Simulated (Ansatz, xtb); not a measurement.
Two conformers of CH7FN2Si

Structure I: `CN[Si@H](N)F`, a singlet. Structure II: `CN[Si@H](N)F`, a singlet. Both are isolated molecules in the gas phase, relaxed with PBE0-D3(BJ)/def2-SVP.

I (Å):

```xyz
12

C     1.6078    1.4131   -1.7235
F    -1.0139   -1.2216   -2.2900
N     1.3431    0.0425   -1.3620
N     0.0919   -2.0412   -0.0597
Si   -0.1781   -0.6446   -1.0119
H     1.7856    1.5549   -2.8054
H     2.4807    1.8207   -1.1847
H     0.7445    2.0414   -1.4544
H     2.1092   -0.5987   -1.5392
H    -1.0275    0.4616   -0.4901
H     0.6218   -1.9981    0.8014
H    -0.5828   -2.7965   -0.0556
```

II (Å):

```xyz
12

C     0.5640   -0.3944    0.8630
F    -1.5240   -1.9189   -0.8063
N     0.8742   -0.8894   -0.4564
N     0.3018   -1.8486   -2.9748
Si    0.0196   -2.0995   -1.3116
H    -0.4709   -0.6636    1.1181
H     0.6301    0.7064    0.9126
H     1.2197   -0.8042    1.6542
H     1.7928   -0.6376   -0.8022
H     0.3160   -3.5344   -1.0491
H     0.1820   -0.9358   -3.3982
H     0.1876   -2.5990   -3.6453
```

Energies in hartree; the thermal terms are from PBE0-D3(BJ)/def2-SVP harmonic frequencies (ideal gas, rigid rotor, one conformer each, 400 K, 1 atm) and include the zero-point energy:

|  | I | II |
| --- | --- | --- |
| E, CCSD(T)/def2-SVP | −539.881058 | −539.881327 |
| E, MP2/def2-SVP | −539.815862 | −539.816109 |
| E, MP2/def2-TZVPP | −540.445502 | −540.445173 |
| zero-point energy | 0.093348 | 0.093423 |
| H(400 K) − E | 0.106700 | 0.106737 |
| G(400 K) − E | 0.048066 | 0.048213 |

Correct the CCSD(T) difference for the basis set by the MP2 change, then work out ΔE, ΔE₀, ΔH and ΔG for I → II in kcal/mol (1 Eh = 627.51 kcal/mol) and the equilibrium ratio [II]/[I].

1. Differences II − I: CCSD(T) −0.000269, MP2 in the small set −0.000247, MP2 in the large set +0.000329 Eh.
2. ΔE = −0.000269 + (+0.000329 − (−0.000247)) = +0.000307 Eh = +0.19 kcal/mol.
3. ΔE₀ = ΔE + ΔZPE = +0.000307 + (+0.000075) Eh = +0.24 kcal/mol.
4. ΔH = ΔE + (+0.000037) Eh = +0.22 kcal/mol.
5. ΔG = ΔE + (+0.000147) Eh = +0.28 kcal/mol, so ΔS = (ΔH − ΔG)/T = −0.7 J/(mol K).
6. kT = 1.2667 mEh, so K = [II]/[I] = exp(−ΔG/kT) = exp(−0.36) ≈ 0.7.

The two are too close for this level to say which is favoured. An error of 1 kcal/mol in ΔG would change K by a factor of 3.5. Mirror images and further conformers aren't counted.

Other levels gave ΔE = −0.1 (PBE0-D3(BJ)/def2-SVP); −0.1 (HF/def2-SVP); −0.2 (MP2/def2-SVP); −0.2 (CCSD(T)/def2-SVP) kcal/mol. The correlated steps freeze 9 core orbitals. Programs: Ansatz 0.2.0.

The conformers are nearly degenerate probably because they exchange the roles of two similar nitrogens. The methyl group stays roughly anti to NH2 in both, but lies near Si–H in I and near Si–F in II. Both nitrogens are almost planar, as is usual for aminosilanes. In I the methylamino lone pair lines up with the Si–F bond and the NH2 lone pair with Si–H; in II this is reversed. Each form therefore keeps one favourable donation from a nitrogen lone pair into the polar σ*(Si–F) orbital, and the long Si–N bonds soften the steric cost of turning the methyl group.

Correlation hardly alters the small-basis difference, whereas enlarging the basis reverses its sign at MP2. This suggests that the balance depends on how flexibly the lone pairs and the polar Si–F bond are described. The thermal terms nearly cancel, as expected for conformers with the same bonds and similar stiffness. Without a rotational barrier, nothing follows about how fast the two interconvert.
